The naive picture of a basis set is a ladder. More functions describe the bonds better, so the atomization energy of aluminium trichloride should climb steadily towards its best value, and a small set should only ever bind too weakly. From the second-smallest set upwards this is nearly right. The smallest set breaks the rule altogether, since it binds most strongly of all.

AlCl3 as a neutral singlet, calculated with Ansatz 0.2.0 at the BCCD(T) level from an RHF reference, with noble-gas cores frozen and the geometry fixed at its MP2(full)/6-31G* structure. Functions are counted for the whole molecule, and atomization energies are relative to the cc-pV(Q+d)Z value.

| basis | functions | atomization energy less its quadruple-zeta value (kJ/mol) |
| --- | --- | --- |
| STO-3G | 36 | 177.7 |
| 6-31G | 52 | -425.9 |
| 6-31Gstar | 76 | -120.6 |
| cc-pV(D+d)Z | 92 | -122.6 |
| cc-pV(T+d)Z | 156 | -39.6 |
| cc-pV(Q+d)Z | 256 | 0.0 |

The zero of the scale is the quadruple-zeta set, cc-pV(Q+d)Z, in which the atomization energy is 1287.6 kJ/mol. A negative entry means that the bonds come out too weak compared with that set, not compared with nature. Molecule, geometry and coupled-cluster level are the same in every row, so only the basis changes.

**Why small sets lose binding**

An atomization energy is a difference between separated atoms and molecule, and much of what a basis lacks is lacking in both. From double to triple zeta only about 13% of the molecule's energy gain survives as extra binding, and from triple to quadruple zeta about 19%. The atoms take up the rest. What matters is therefore the part of the error that the molecule has and the atoms don't.

In the sets with d functions this part has two sources, and without separate energies for the atoms their shares stay open. One is the Hartree–Fock energy: from double to triple zeta the molecule's falls by more than the whole gain in binding, though the atoms' falls too. The other is electron correlation. Two electrons avoid each other at short range, which gives the wavefunction a kink where they meet. Smooth orbitals reproduce that kink slowly, and each further shell of functions helps less than the one before. Each of the four free atoms has one unpaired electron, and in the molecule all electrons are paired, so the molecule has more close pairs to describe and suffers more from a small set.

**The rule**

For pair correlation the remaining error falls roughly as $1/X^3$, where $X$ is 2, 3 or 4 for double, triple or quadruple zeta. In large sets of this family the number of functions $N$ itself grows as $X^3$, so the correlation error should go as $1/N$. The rule lends this form to the whole shift, Hartree–Fock part included, which is a convenience and not a derivation. Subtracting the error of the quadruple-zeta set, with its 256 functions, gives the shift $\Delta$ in atomization energy:

$$\Delta \approx -K\left(\frac{256}{N}-1\right), \qquad K \approx 60\ \text{kJ/mol}.$$

The one constant comes from the triple-zeta row alone, rounded for use by hand. The two rows worked below had no part in setting it.

For cc-pV(D+d)Z, with 92 functions, $256/92 = 2.78$. Taking away 1 leaves 1.78, and multiplying by 60 gives a shift of −107 kJ/mol. The calculation gave −122.6, so the estimate misses 13% of the shift.

For 6-31G\* (6-31Gstar in the table), with 76 functions when each d shell is counted with six components, as here, $256/76 = 3.37$. The same steps give $-60 \times 2.37 = -142$ kJ/mol against a computed −120.6, a miss of 18%. Over the sets with d functions the rule is thus good to about 20 kJ/mol, enough to judge roughly how far a basis lies from quadruple zeta, but not to correct a result precisely.

**How far to trust the reasoning**

The match is partly luck. From double to quadruple zeta $X^3$ grows eightfold, but the number of functions less than threefold, so these sets are too small for the step from $X^3$ to $N$ to hold strictly. The inverse cube itself, set on the same triple-zeta row, predicts −202 kJ/mol for double zeta and overshoots badly. Even the molecule's own correlation energy doesn't yet follow the cube at double zeta. Counting functions works better here because it changes more gently, not because it is the deeper law.

This matters as soon as the rule is pushed beyond the table. Taken literally, it says that the quadruple-zeta set still lacks about 60 kJ/mol of binding, while the inverse cube says 29. Use the count to interpolate between sets with d functions, and don't use it to extrapolate to a complete basis. The inverse cube, applied to the correlation energies in the two largest sets, has the better theoretical footing for that purpose, though its result remains an estimate.

**Where the rule breaks**

6-31G has no d functions, and here the rule finds only a little more than half of the loss. The charge around each atom must deform towards its neighbours, which s and p functions alone describe poorly. Adding d functions raises the atomization energy by 305 kJ/mol, while the Hartree–Fock energy of the molecule falls by 301 kJ/mol. Free atoms with only s and p electrons should gain little at that level, mainly from the s-like part of the six-component d shells. Most of the improvement is therefore expected to be polarization of the bonds, which a rule that counts all functions alike can't see.

STO-3G fails in the opposite direction, binding 178 kJ/mol more strongly than quadruple zeta. Correlation can't be the reason, because the molecule's whole correlation energy in this set is only 110 kJ/mol. At least 1355 kJ/mol of the binding must come from Hartree–Fock, already more than the full quadruple-zeta value. A likely but untested cause is that each atom, with a single fixed size for every orbital, is described badly when alone and borrows its neighbours' functions in the molecule.

**What to do about it**

First check that the basis has d functions on aluminium and chlorine; only then count functions and apply the rule. Both the 256 and $K$ belong to this molecule. Another one needs its own reference count and at least one calculated shift to set the constant, and whether the form carries over is untested here. Don't take agreement between two small sets as convergence. 6-31G\* and cc-pV(D+d)Z differ by only 2 kJ/mol in atomization energy, yet both lie about 120 kJ/mol below quadruple zeta, and their total energies differ by 3.3 eV.

Aluminium trichloride serves as a precursor for aluminium-containing films, such as oxide dielectrics, and forms when aluminium wiring is etched with chlorine. Spread over three bonds, the double-zeta error is $122.6/3 \approx 41$ kJ/mol for each Al–Cl bond. In a reaction energy for such a process it may cancel in part if similar bonds are broken and formed, but it can't be assumed to vanish when Al–Cl bonds are replaced by bonds of another kind.

The printed analysis below compares the count rule with every row and with the inverse cube.

The analysis program printed:

```
constant of the count rule from the TZ row alone, also its implied deficit of QZ (kJ/mol): 61.78
hand rule against the table in kJ/mol:
          row  QZ functions over N less 1    rule  computed  rule less computed
       STO-3G                       6.111  -366.7     177.7              -544.4
        6-31G                       3.923  -235.4    -425.9               190.5
    6-31Gstar                       2.368  -142.1    -120.6              -21.51
  cc-pV(D+d)Z                       1.783    -107    -122.6               15.64
  cc-pV(T+d)Z                       0.641  -38.46     -39.6               1.138
  cc-pV(Q+d)Z                           0       0         0                   0
size of the rule's miss for DZ (percent of the shift): 12.76
size of the rule's miss for 6-31G* (percent of the shift): 17.83
inverse-cube prediction for DZ from the TZ row (kJ/mol): -202.3
inverse-cube prediction less computed for DZ (kJ/mol): -79.68
deficit of QZ implied by the inverse cube (kJ/mol): 28.9
atomization gain from DZ to TZ (kJ/mol): 83
ratio of atomization gains, DZ to TZ over TZ to QZ: 2.096
the same ratio by the inverse cube: 4.108
the same ratio for the molecule's correlation energy: 2.838
part of the molecule's energy gain left in atomization, DZ to TZ (percent): 12.67
part of the molecule's energy gain left in atomization, TZ to QZ (percent): 18.79
atomization gain from 6-31G to 6-31G* (kJ/mol): 305.3
fall of molecular Hartree-Fock energy from 6-31G to 6-31G* (kJ/mol): 300.8
6-31G* less DZ in atomization (kJ/mol): 2
6-31G* less DZ in total energy of the molecule (eV): 3.276
molecular correlation energy in STO-3G (kJ/mol): 110.4
least Hartree-Fock part of the STO-3G atomization energy (kJ/mol): 1355
```
